A single sheet of 2H MoTe₂ is pulled along x by 3 %, then by 4 %, while its width is held fixed. How far does its band gap fall, and does the gap stay direct, with both band edges at the same point of momentum space? The other rows, computed with r2SCAN and spin-orbit coupling, give enough to commit to an answer.

Band gaps of a 2H MoTe2 monolayer under in-plane strain, computed with Ansatz 0.2.0 (plane-wave PAW, r2SCAN with spin-orbit coupling, 500 eV cutoff, 12×12×1 k mesh). Atoms were relaxed with r2SCAN at each strain, and uniaxial strain keeps the width fixed. Changes are relative to the unstrained sheet; gaps are the least found over the k mesh and selected extra k points.

```
strain kind  strain (%)  band gap (eV)  band gap change (eV)  least direct gap change (eV)  gap kind
hydrostatic          -4          1.114                 0.128                         0.380  indirect
hydrostatic          -3          1.155                 0.170                         0.277  indirect
hydrostatic          -2          1.164                 0.179                         0.179    direct
hydrostatic          -1          1.072                 0.086                         0.086    direct
hydrostatic           1          0.906                -0.079                        -0.079    direct
hydrostatic           2          0.834                -0.151                        -0.151    direct
hydrostatic           3          0.770                -0.216                        -0.216    direct
hydrostatic           4          0.712                -0.273                        -0.273    direct
 uniaxial x          -4          1.145                 0.160                         0.172  indirect
 uniaxial x          -3          1.109                 0.124                         0.124    direct
 uniaxial x          -2          1.068                 0.083                         0.083    direct
 uniaxial x          -1          1.027                 0.042                         0.042    direct
 uniaxial x           1          0.944                -0.041                        -0.041    direct
 uniaxial x           2          0.903                -0.083                        -0.082    direct
 uniaxial x           3              ?                     ?                             ?         ?
 uniaxial x           4              ?                     ?                             ?         ?
```

The upper block is called hydrostatic, but for a sheet it means an equal stretch along both in-plane directions. Its band gap peaks near −2 % and falls again under stronger compression, as if the effect of strain had reversed. The least direct gap shows no such turn: it shrinks steadily from −4 to +4 %. This is the gap at K, a corner of the Brillouin zone.

The turn comes from a change of valley. The same calculations place the top of the valence band at K throughout the block, but at −3 and −4 % the lowest conduction state lies in a side valley between Γ and K. The band gap then belongs to another pair of states and needs its own trend. The position of that valley was taken from PBE, a simpler functional, so the true r2SCAN gap there may be slightly smaller.

On the stretched side this block stays direct up to +4 %. A sheet of MoS₂ would behave differently: its valence states at Γ lie close below those at K, and a modest equal stretch makes its gap indirect. In MoTe₂ the top at K survives an area increase of about 8 %, twice what the strongest uniaxial pull brings.

The K gap falls because stretching lengthens the Mo–Te and Mo–Mo distances. Both band edges at K are mainly Mo d states mixed with Te p states, and weaker coupling between the atoms brings them closer together. This is an argument from bonding; the table shows the fall, not the orbitals.

In the lower block only one side of the sheet changes length, and near zero strain the gap moves by 41.5 meV per %, against 82.5 for the equal stretch. Symmetry explains the factor of two. Any in-plane strain is a change of area plus a change of shape. Shape changes along three directions 120° apart add up to nothing, yet the threefold symmetry at K demands the same first-order response to each, so that response must be zero. To first order the K gap feels only the area.

Shape can still enter through its square. With the area change A and the shape strain S, both in %, the change of the gap in meV is

Δ = −41.36 A + 0.969 A² − 0.967 S²

The three coefficients were fitted to the eleven known rows with a direct gap, and the program's output follows this text. Several rows in both blocks carry a warning that the exchange-correlation potential is rough where the density is thin, yet all the fitted rows follow the formula to within 1 meV. For uniaxial strain A and S both equal the strain, so the two curved terms nearly cancel and the gap follows almost a straight line. For the pull of 4 %, which was not part of the fit:

Δ = −41.36 × 4 + 0.969 × 16 − 0.967 × 16 ≈ −165 meV

One known row advises caution. At −4 % uniaxial the gap is indirect by 12 meV, although hydrostatic −2 %, with nearly the same area, is direct. The formula also puts the direct gap of that row about 7 meV too low. The same calculations show why the gap is indirect: the lowest conduction state has moved to a side valley between Γ and K, as under strong equal compression. Those valleys lie off K, so a change of shape can shift them in first order, some up and some down. Stretching lowers the conduction state at K relative to them, so this turn is not expected in the withheld rows.

The direct gap of that row was read at K itself. In the other known uniaxial rows the band edges were found slightly off K, where the gap is a little smaller, and this is the likely source of the 7 meV. In most of those rows the two edges also sit at slightly different points, so a strongly stretched row could still be labelled indirect.

The forecasts are therefore these:

+3 %: a change of −124 ± 9 meV, a gap near 0.861 eV, direct.
+4 %: a change of −165 ± 15 meV, a gap near 0.820 eV, direct, with less certainty about the label.

The least direct gap should change by the same amount within a few meV. The half-widths are judgements, about as large as the whole shape term.

The withheld rows as computed:

```
strain kind  strain (%)  band gap (eV)  band gap change (eV)  least direct gap change (eV)  gap kind
 uniaxial x           3          0.862                -0.124                        -0.124    direct
 uniaxial x           4          0.821                -0.164                        -0.164    direct
```

The gap changes by −124 meV at +3 % and by −164 meV at +4 %. For the change, the first forecast agrees to the printed digit and the second is about 1 meV too low; the gaps themselves both come out 1 meV above the forecast. These misses are too small to deserve a cause. Both gaps are labelled direct, as forecast. Strictly, the two band edges lie at slightly different points close to K, but the least direct gap changes by the same amounts to the printed digit, so the difference hardly matters. The ranges were wide for misses this small, since they were set to reach about as far as a formula without the shape term.

The shape term earned its place. A formula with area alone, fitted to the direct hydrostatic rows, leaves the gap 9 and 14 meV too high in these two rows. Most of the extra lowering comes from the band edges drifting off K. At K itself the gaps in these two rows are about 6 and 12 meV larger than those found close by. Uniaxial strain breaks the threefold symmetry that held the edges at K. The drift grows in proportion to the strain, and the energy it gains is expected to grow as the square, which is the form of the shape term.

For a strained MoTe₂ sheet whose band edges stay near K, the area is thus the first thing to work out. A strip with free sides narrows as it is pulled, gains less area, and should lose less gap per % than the clamped sheet here. The slopes are also safer to use than the gaps themselves, since r2SCAN generally underestimates the energy needed to create a separate electron and hole.

Numerical output:

```
Gap of the unstrained sheet (eV): 0.9853
Gap slope near zero, equal in-plane strain (meV per %): -82.5
Gap slope near zero, uniaxial strain (meV per %): -41.5
Uniaxial slope over equal-strain slope: 0.503
Direct gap above band gap, hydrostatic -3 % (meV): 107
Direct gap above band gap, hydrostatic -4 % (meV): 252
Direct gap above band gap, uniaxial -4 % (meV): 12
fit of g on 6 rows (isdir & ~uni): coefficient of A -41.34 +/- 0.025, coefficient of A**2 0.9666 +/- 0.0038; rms 0.146, worst hydrostatic -0.231, leave-one-out rms 0.269
  rows outside the fit (model, value, miss): hydrostatic 383.5, 128, 256; hydrostatic 278.1, 170, 108; uniaxial x 180.8, 160, 20.8; uniaxial x 132.7, 124, 8.72; uniaxial x 86.54, 83, 3.54; uniaxial x 42.31, 42, 0.305; uniaxial x -40.37, -41, 0.628; uniaxial x -78.81, -83, 4.19; uniaxial x -115.3, -124, 8.68; uniaxial x -149.9, -164, 14.1
fit of g on 11 rows (isdir): coefficient of A -41.36 +/- 0.041, coefficient of A**2 0.9693 +/- 0.0065, coefficient of S**2 -0.967 +/- 0.034; rms 0.278, worst uniaxial x -0.637, leave-one-out rms 0.323
  rows outside the fit (model, value, miss): hydrostatic 383.8, 128, 256; hydrostatic 278.3, 170, 108; uniaxial x 165.5, 160, 5.48; uniaxial x -124.1, -124, -0.061; uniaxial x -165.4, -164, -1.41
Model less direct gap change, hydrostatic -4 % (meV): 3.846
Model less direct gap change, uniaxial -4 % (meV): -6.521
Forecast gap at uniaxial +3 and +4 % (eV): uniaxial x 0.8612, uniaxial x 0.8199
Half-width of forecast at +3 and +4 % (meV): uniaxial x 9, uniaxial x 15
Shape term at +3 and +4 % (meV): uniaxial x -8.703, uniaxial x -15.47
Model less direct gap change at +3 and +4 % (meV): uniaxial x -0.06096, uniaxial x -1.405
```
